Pseudo waves of a scalar-relativistic PBEsol optimised norm-conserving Vanderbilt pseudopotential for Sc ([Ne] core), generated with ONCVPSP 4.0.1. For s, p and d the radii are 1.5, 1.8 and 1.35 bohr and qcut is 6.7, 7.7 and 6.1 per bohr. Each cutoff is the energy at which the wave's residual kinetic energy per electron falls to the stated error.

```tsv
wave	wave norm inside radius	wave kinetic energy above qcut (mHa)	wave cutoff for 10 mHa (Ha)	wave cutoff for 1 mHa (Ha)	wave cutoff for a tenth mHa (Ha)	wave cutoff for a hundredth mHa (Ha)
3s	0.8604	0.136	13.72	18.70	24.33	54.72
4s	0.03427	0.0425	4.35	15.68	20.74	34.45
3p	0.8992	0.000189	13.13	17.31	20.99	23.91
p projector 2	0.06458	8.56e-05	10.37	14.98	19.01	22.28
3d	0.3981	45.6	43.99	159.0	182.8	268.6
d projector 2	0.09407	68.0	25.29	52.89	127.2	216.9
```

In this scalar-relativistic PBEsol potential for Sc, generated with ONCVPSP, the four s and p waves reach 1 mHa between 14.98 and 18.70 Ha, while 3d needs 159 Ha, 8.5 times the 3s value, and so fixes the cutoff of the whole potential. All rows belong to one spherical atom. The rows 3s, 4s, 3p and 3d are occupied orbitals. The two "projector 2" rows are auxiliary waves placed one energy step higher, whose normalisation is a convention; rescaling them would shift their residuals but leave their slopes alone.

**What the columns measure.** A pseudo wave $u(r)$ of angular momentum $l$ has the transform
$$\phi(q)=\sqrt{2/\pi}\int_0^\infty u(r)\,qr\,j_l(qr)\,dr ,$$
and the kinetic energy per electron lost by a plane-wave basis that stops at $E=q^2/2$ is
$$R(q)=\int_q^\infty \tfrac12 q'^2\,|\phi(q')|^2\,dq' .$$
The four cutoff columns give the $E$ at which $R$ falls to the stated error. The column "kinetic energy above qcut" is $R(q_c)$, where $q_c$ is the wave number at which the generator minimises the residual, and the norm column is $\int_0^{r_c}u^2dr$ up to the channel radius $r_c$. Here $q_c$ is 6.7, 7.7 and 6.1 per bohr for s, p and d, so $E_c=q_c^2/2$ is 22.4, 29.6 and 18.6 Ha. The second column is therefore taken at a different energy in each channel. That does not create the d anomaly: near 18.6 Ha 3s has about 1 mHa left and 3p less, against 45.6 mHa for 3d.

**Flank and tail.** Since $R$ only decreases, an error larger than $R(q_c)$ is reached below $E_c$ and a smaller one above it. That much is definition. What the numbers add is a change of slope. In the last step before $E_c$ the exponent $-d\ln R/d\ln E$ lies between 10.8 and 18.5 for the four s and p waves, whereas its mean from $E_c$ down to 0.01 mHa lies between 2.9 and 3.6 for the four waves that have points above $E_c$. The construction leads one to expect this, though no unoptimised wave is at hand for comparison: the optimisation removes as much kinetic energy as it can from above $q_c$, which makes $R$ plunge on approaching $q_c$, but it counts only the total that is left and has no preference for where that remainder sits.

Most of the table falls into place with this. Both p rows have $R(q_c)$ far below 0.01 mHa, so all their cutoffs lie on the flank and a decade costs 3 to 5 Ha. For 3s, $R(q_c)=0.136$ mHa: the first two decades cost 5.0 and 5.6 Ha, the last, wholly in the tail, 30.4 Ha. Both d rows have $R(q_c)$ above 10 mHa, so every d cutoff is a tail value.

**How slowly a tail falls.** With $n$ matching conditions the value and $n-1$ derivatives of $u$ are continuous at $r_c$ and the $n$-th derivative jumps. At large $q$, $qr\,j_l(qr)\to\sin(qr-l\pi/2)$, and $n+1$ integrations by parts give $\phi\sim\cos(qr_c+\delta)/q^{\,n+1}$. Averaged over the ripple, $R\sim\int q^{2}q^{-2n-2}dq\sim q^{-(2n-1)}$, that is $R\sim E^{-(n-1/2)}$. The s and d channels have $n=4$, exponent 3.5, and a decade costs a factor $10^{1/3.5}=1.93$ in cutoff. Anchored at each row's own $R(q_c)$, with nothing fitted, the cutoff for an error $\varepsilon$ is
$$E(\varepsilon)=E_c\,[R(q_c)/\varepsilon]^{1/3.5}.$$
For d projector 2 at 1 mHa, $68.0^{1/3.5}=3.34$ and $E=18.6\times3.34=62.1$ Ha, 17% above the tabulated 52.89 Ha. The seven tail points of 3s, 4s and d projector 2 are met within an rms factor of 1.14, though one of them (3s at 0.1 mHa) lies so near its anchor that it tests little. For 3d the formula is low at all four errors, worst at 1 mHa: $18.6\times45.6^{1/3.5}=55.4$ Ha against 159.0 Ha.

Over all eleven tail points the law is no better than a constant width of about 41 Ha per decade fitted to the same points (rms factors 1.49 and 1.50), and fitting a shared exponent to them gives 3.1 with little gain; the printed output below lists the residuals. The law is also asymptotic, and it should hold only beyond the highest Bessel function used inside $r_c$. If these functions are spaced by about $\pi/r_c$, which is assumed here and not read from the run, that is roughly 110 Ha for s and 270 Ha for d, above all the tail points. The closeness of the mean exponents to 3.5 is thus suggestive, not a demonstration that the jump at $r_c$ governs these cutoffs. As a planning figure, a doubling per decade serves for three of the four rows.

**Why d has so much left above $q_c$.** Three effects probably add, and a single potential cannot apportion them.

The first is angular momentum. The function $x\,j_l(x)$ has its first maximum near $x=1.6$, 2.7 and 3.9 for $l=0,1,2$, so a d wave that peaks at the same radius as a p wave needs wave numbers about 1.4 times larger, or about twice the energy. In this atom the all-electron 3d is no more compact than 3p (sampled maxima at 1.08 and 0.9 bohr), so compactness as such does not separate them, and the norms in the table cannot rank it because the radii differ. A factor of two is well short of the observed 3d/3p ratio of 9.2 at 1 mHa.

The second is that 3d has no d core state beneath it. Pseudisation of 3s and 3p removes their inner nodes and with them the fast oscillation near the nucleus. In 3d there is no node to remove, and norm conservation allows charge only to be moved about inside $r_c$. The radial waves of the same calculation show this: the pseudo 3d lies 0.17 below the all-electron wave at 0.36 bohr and 0.09 above it at 0.9 bohr (in bohr$^{-1/2}$). The steep inner rise has been traded for a sharper peak, with a sampled curvature of $-5.6$ where the all-electron wave never goes below $-2.0$, and a change of sign near 1.26 bohr that the all-electron wave lacks. Slater functions fitted to the all-electron 3d, good for an order of magnitude, put its residual at $q_c$ at some hundreds of mHa and its 1 mHa cutoff at a few hundred Ha. Pseudisation gained about a decade at $q_c$ and left the 1 mHa cutoff of the same order as that of the unsmoothed wave.

The third is the setting of the channel. Zeros of $j_l$ lie near $(k+l/2)\pi$, so about $q_cr_c/\pi-l/2$ half-waves fit inside the radius below $q_c$: 3.9 for p, 3.2 for s and only 1.6 for d, which combines the smallest radius with the lowest wave number. These must satisfy the matching conditions and the norm, five constraints for the first wave of the s and d channels and six for 3p (the second wave of a channel must also reproduce its overlap with the first), and what they cannot supply comes from components above $q_c$. The count orders the residuals as found (p below s below d), but so does $q_cr_c$ alone, three channels give an ordering and no law, and the shortfall against the constraints (2.1 for p, 1.8 for s) does not order s and p correctly. The settings of this run were drawn at random, not tuned, so 159 Ha describes this d channel and is no lower bound for the element.

**The irregular rows.** The 3d tail is a shelf with an edge. Dividing the energy between two thresholds by the interval gives $9/115=0.08$ mHa per Ha between 44 and 159 Ha, $0.9/23.8=0.04$ up to 183 Ha and $0.09/85.8=0.001$ beyond. The ripple period $\pi/r_c$ is 2.33 per bohr, while the slow stretch runs from $q=9.4$ to 17.8, too long for one ripple. A guess is that the high members of the nine-function d basis carry the weight that the constraints demand and that the edge marks where their amplitude dies out. It lies well below the rough energy given above for the highest member, however, and the wave sampled every 0.18 bohr is too coarse to settle the matter. The d projector 2 wave starts higher at $E_c$ yet has the lower cutoff at all four errors, so $R(q_c)$ does not rank two waves that are both in the tail.

The 4s row reaches 10 mHa at only 4.35 Ha because just 3.4% of its norm lies inside the radius, 25 times less than for 3s at the same radius, and the diffuse remainder needs only small $q$. The small inner part, which orthogonality to 3s demands, then takes over, and the 1 mHa cutoff, 15.68 Ha, is near the 18.70 Ha of 3s. Per unit of inner norm 4s is the harder wave: 29 mHa left at 15.68 Ha, where 3s is down to 11.6 mHa already at 13.72 Ha. At 0.01 mHa the two part again, 34.45 against 54.72 Ha, in line with the larger residual of 3s at $q_c$.

**What to do.** Hardness is not inaccuracy. The d scattering phase deviates from the all-electron one by at most 0.0053 rad over the energies scanned, less than the largest deviation of the much softer s channel, although agreement near the projector energies is built in. That maximum falls at the last energy of the scan, 4.9 Ha, where the d deviation is still growing, so it is no bound for higher energies. Three test excitations are off by $-0.35$, $-1.23$ and 8.76 meV, the largest for 3d² 4s⁰, and one other test was not solved or was left out. These atomic tests carry no plane-wave cutoff. At 60 Ha the s and p waves are converged below 0.01 mHa while each 3d electron still lacks between 1 and 10 mHa; how much of that cancels in an energy difference in a solid has to be tested there. The arguments above point to a larger d radius or a higher d wave number as the remedy, untested here, with the radius limited by bond lengths and paid for in transferability. The working rule is to compare $R(q_c)$ of every occupied wave with the target error: below it, the cutoff lies under $q_c^2/2$; above it, expect about a doubling of the cutoff per decade, possibly much worse as 3d shows, and retune the channel before raising the cutoff.

Numerical output:

```
Channel: Ec=qc^2/2 (Ha), qc*rc, half-waves below qc, constraints, pi/rc (1/bohr), rough basis top (Ha)
 s: 22.4, 10.05, 3.2, 5, 2.09, 107
 p: 29.6, 13.86, 3.9, 6, 1.75, 110
 d: 18.6, 8.23, 1.6, 5, 2.33, 271
Local exponent -dlnR/dlnE between successive points; | marks Ec
 3s: 7.4 10.9 | 3.8 2.8
 4s: 1.8 8.2 10.8 | 3.4
 3p: 8.3 11.9 17.7 18.5 | 
 p projector 2: 6.3 9.7 14.5 16.7 | 
 3d:  | 1.8 1.8 16.5 6.0
 d projector 2:  | 6.2 3.1 2.6 4.3
Mean exponent from Ec to 0.01 mHa (theory 3.5): 3s 2.93, 4s 3.38, 3d 3.16, d projector 2 3.59
Rounding of the table moves an exponent by at most about 0.05 (short 3s step)
Tail cutoffs (Ha), error in mHa: model Ec*(R/err)^(1/3.5) / table (ratio); p rows have no tail point
 3s: 0.1: 24.5/24.3 (1.01); 0.01: 47.3/54.7 (0.86)
 4s: 0.01: 33.9/34.5 (0.99)
 3d: 10: 28.7/44.0 (0.65); 1: 55.4/159.0 (0.35); 0.1: 107.0/182.8 (0.59); 0.01: 206.6/268.6 (0.77)
 d projector 2: 10: 32.2/25.3 (1.27); 1: 62.1/52.9 (1.17); 0.1: 119.9/127.2 (0.94); 0.01: 231.5/216.9 (1.07)
Power 3.5: rms factor 1.49 on 11 points; 3d only 1.90; others 1.14
Fitted shared exponent 3.13: rms factor 1.44
Constant width per decade: best 41.1 Ha, rms factor 1.50
Ha per decade (10-1, 1-0.1, 0.1-0.01 mHa); cutoffs as q (1/bohr); R(qc)/inner norm (mHa)
 3s: 5.0 5.6 30.4; 5.2 6.1 7.0 10.5; 0.158
 4s: 11.3 5.1 13.7; 2.9 5.6 6.4 8.3; 1.24
 3p: 4.2 3.7 2.9; 5.1 5.9 6.5 6.9; 0.00021
 p projector 2: 4.6 4.0 3.3; 4.6 5.5 6.2 6.7; 0.00133
 3d: 115.0 23.8 85.8; 9.4 17.8 19.1 23.2; 115
 d projector 2: 27.6 74.3 89.7; 7.1 10.3 15.9 20.8; 723
1 mHa cutoff ratios: 3d/3s 8.5, 3d/3p 9.2, 3d/d projector 2 3.0
R(qc) ratios: 3d/3s 335, 3d/3p 2.4e+05; inner norm 3s/4s 25.1
Per inner norm: 3s 11.6 mHa at 13.72 Ha; 4s 292 at 4.35, 29.2 at 15.68 Ha
3d at r = 0.18..1.44 bohr, step 0.18
 pseudo - all-electron: -0.07 -0.17 -0.14 -0.02 +0.09 +0.06 +0.00 +0.00
 curvature, all-electron: +3.84 -0.63 -1.96 -1.92 -1.44 -0.93 -0.54 -0.29
 curvature, pseudo:       +2.60 +3.76 +0.48 -2.09 -5.58 -2.03 +1.28 -0.23
All-electron 3d, Slater fits (order of magnitude); pseudo: norm 0.3981, R 45.6 mHa, 43.99, 159.0 Ha
 exponents from 1.0: fit rms 0.0014, inner norm 0.397, R(qc) 413 mHa, 10 and 1 mHa at 117, 265 Ha
 exponents from 0.8: fit rms 0.0011, inner norm 0.397, R(qc) 415 mHa, 10 and 1 mHa at 112, 245 Ha
```
